In TiCo each cobalt atom sits at the centre of a cube of titanium atoms. A density-functional calculation with the PBEsol functional makes this crystal magnetic, with more spin-up than spin-down electrons. The table lists levels at four points of k space, measured from the Fermi energy. At GAMMA the electron wave is in step in all cells. Which spin lies higher there, and why?

Levels of TiCo (Pm-3m, a = 2.986 angstrom, fixed Materials Project cell) from Ansatz 0.2.0 with spin-polarised, scalar-relativistic PBEsol, all-electron PAW, an 11 × 11 × 11 k-point mesh and Fermi-Dirac smearing of 0.03 eV. Energies are from the Fermi energy; bands -1 and +1 are the highest filled and lowest empty levels at each k point and spin, degenerate levels repeated.

```
k-point  k in reciprocal vectors  spin  band -2 (eV)  band -1 (eV)  band +1 (eV)
  GAMMA                    0 0 0    up         -1.86         -1.86          0.50
  GAMMA                    0 0 0  down         -1.27         -1.27          1.05
      X                  0 0.5 0    up         -0.70         -0.60          0.68
      X                  0 0.5 0  down         -0.82         -0.80          0.57
      M                0.5 0.5 0    up         -1.47         -0.76          0.59
      M                0.5 0.5 0  down         -2.25         -0.01          0.29
      R              0.5 0.5 0.5    up         -1.44         -1.44          3.24
      R              0.5 0.5 0.5  down         -2.10         -2.10          0.02
```

Spin down lies higher. The highest filled level, "band -1", stands at -1.86 eV for up and -1.27 eV for down, a difference of 0.59 eV. The lowest empty level, "band +1", differs by 0.55 eV in the same sense. Electrons of equal spin avoid each other and so repel less, which favours the spin that is in the majority; the resulting energy difference is called the exchange splitting. Real TiCo is paramagnetic, so these splittings belong to the calculated state and not to the observed one.

At R the column "band -1" shows -1.44 eV for up and -2.10 eV for down. Has the order of the spins reversed? It has not, because the columns count levels from the Fermi energy separately for each spin, and at R two more bands are filled for up than for down. The down partner of the highest filled up pair is therefore found among the empty levels, at 0.02 eV. The true splitting is 0.02 + 1.44 = 1.46 eV, with spin down again on top.

Also at R, 4.68 eV separate the highest filled from the lowest empty up level. Is the crystal an insulator for spin up? No: two more up bands are filled at R than at GAMMA, and since bands are continuous, both must cross the Fermi energy on the way. On the full mesh of k points, the lower of the two runs from 1.29 eV below the Fermi energy to 0.50 eV above it. Bands of spin down cross as well, so both spins conduct. A large separation at one point is not a band gap.

Why does the pair at R split more than twice as strongly as the levels at GAMMA? The calculated moment sits almost wholly on cobalt, with 0.96 Bohr magnetons against -0.02 on titanium. An electron feels the exchange field mainly while it is on a cobalt atom. Among d levels of one type, the splitting thus tells roughly how much of the wave lives on cobalt, and this share depends on whether the two elements can mix.

Symmetry decides the mixing. At R the wave changes sign from each cell to the next along all three axes, so two titanium atoms at opposite corners of the cube around a cobalt atom carry opposite signs. A d orbital looks the same in opposite directions, and the contributions of the two corners cancel. The pair in question belongs to the e_g type, d orbitals with lobes along the cube edges, which by symmetry finds no s or p partner at R either. Each e_g pair there must stay on one element. At GAMMA all corners carry the same sign, the contributions add, and the levels become shared. This is why the e_g pairs at GAMMA split less.

The highest filled level at GAMMA is of the other type, t2g, with lobes between the cube edges, and for it sharing is only part of the reason. At R the highest t2g level of spin down lies at -2.10 eV and the lowest of spin up near -2.9 eV, so even there no t2g level splits by more than about 0.8 eV. Probably the moment on cobalt sits mostly in e_g orbitals, which then feel the stronger exchange field.

If the symmetry argument is right, R should also have an e_g pair that belongs to titanium and hardly notices the magnetism. Such a pair exists, above the Fermi energy. At the mesh point next to R its splitting is only -0.05 eV, and the negative sign agrees with the small reversed moment on titanium. The exchange field therefore does not shift all levels alike.

Can the splittings at GAMMA be estimated from those at R? A simpler system shows how: a molecule of two atoms with one orbital each, of which only one atom is magnetic. Let T and C be the orbital energies on titanium and cobalt for one spin. If the overlap of the two orbitals is neglected, coupling pushes the molecular levels E₁ and E₂ apart by equal amounts, so their sum is unchanged:

E₁ + E₂ = T + C

Taking this sum for spin down and subtracting that for spin up gives a rule for the splittings Δ:

Δ₁ + Δ₂ = Δ(Ti) + Δ(Co)

Mixing only redistributes the splitting between the two levels. In the crystal, T and C also change from one k point to another through coupling between atoms of the same element. The likeness to the molecule holds as long as this change is the same for both spins and so drops out of the difference.

The levels at and next to R supply the right-hand side, 1.46 - 0.05 = 1.41 eV. The two e_g pairs at GAMMA, which do not enter the estimate, split by 0.65 and 0.55 eV, together 1.20 eV. The rule is too high by 0.21 eV, or 18 % of the sum at GAMMA. A rigid shift of every level by the cobalt value would give 2 × 1.46 = 2.92 eV, far worse. The output after this text lists these sums.

Part of the miss may lie in the input, since the titanium value comes from a point beside R, where the cobalt pair splits by 1.35 eV and not by 1.46 eV. Another part may arise because orbitals change their radial shape when they form shared levels, which would alter their exchange energy; this is a guess. The rule is good enough to explain why shared e_g levels split less, but not to predict a splitting to a tenth of an eV.

Which digits can be trusted? The level at 0.02 eV at R counts as empty and the one at -0.01 eV at M as filled, yet the calculation smears the occupations over 0.03 eV. At these two energies such smearing gives occupations of about 0.3 and 0.6, neither empty nor full. A shift of a few hundredths of an eV could move the level at R into the column "band -1", where it would replace the entry of -2.10 eV. The splitting of the pair would hardly change. The energies are thus sturdier than the labels "filled" and "empty".

What would change if the moment vanished? The up and down rows would coincide at every point, and the splittings would be gone. The equal pairs at GAMMA and R would remain, as would the separation of the elements in the e_g levels at R, because both follow from the cubic structure. The moment itself is the least certain part of the result. Functionals of this kind can overstate weak magnetism, and the fixed cell is somewhat stretched for PBEsol, which narrows the d bands and favours a moment. Whether either effect creates the moment here is untested, and so is whether a state without a moment would lie lower in energy.

Output of the analysis:

```
Down minus up of band -1 at GAMMA (eV): 0.59
Down minus up of band -1 at X (eV): -0.2
Down minus up of band -1 at M (eV): 0.75
Down minus up of band -1 at R (eV): -0.66
Down minus up of band +1 at GAMMA (eV): 0.55
True splitting of the lower e_g pair at R (eV): 1.46
Same pair at the mesh point next to R (eV): 1.351
Splitting of the upper e_g pair next to R (eV): -0.04933
Splitting of the lower e_g pair at GAMMA (eV): 0.6479
Sum of both e_g splittings at GAMMA (eV): 1.198
Sum expected from R by the two-site model (eV): 1.411
Model miss, expected less found (eV): 0.2127
Sum expected from a rigid shift by the R value (eV): 2.92
Apparent spin-up gap from the four points (eV): 1.1
Apparent spin-down gap from the four points (eV): 0.03
Bottom of up band 15 on the mesh from the Fermi energy (eV): -1.294
Top of up band 15 on the mesh from the Fermi energy (eV): 0.5038
Bottom of down band 15 on the mesh from the Fermi energy (eV): -0.7079
Top of down band 15 on the mesh from the Fermi energy (eV): 1.046
Up less down electrons per cell: 0.8759
Occupation of the down level just below zero at M: 0.5826
Occupation of the down level just above zero at R: 0.3392
Separation at one point, not a band gap:
    row  band +1 less band -1 (eV)
  GAMMA                       2.36
  GAMMA                       2.32
      X                       1.28
      X                       1.37
      M                       1.35
      M                        0.3
      R                       4.68
      R                       2.12
```
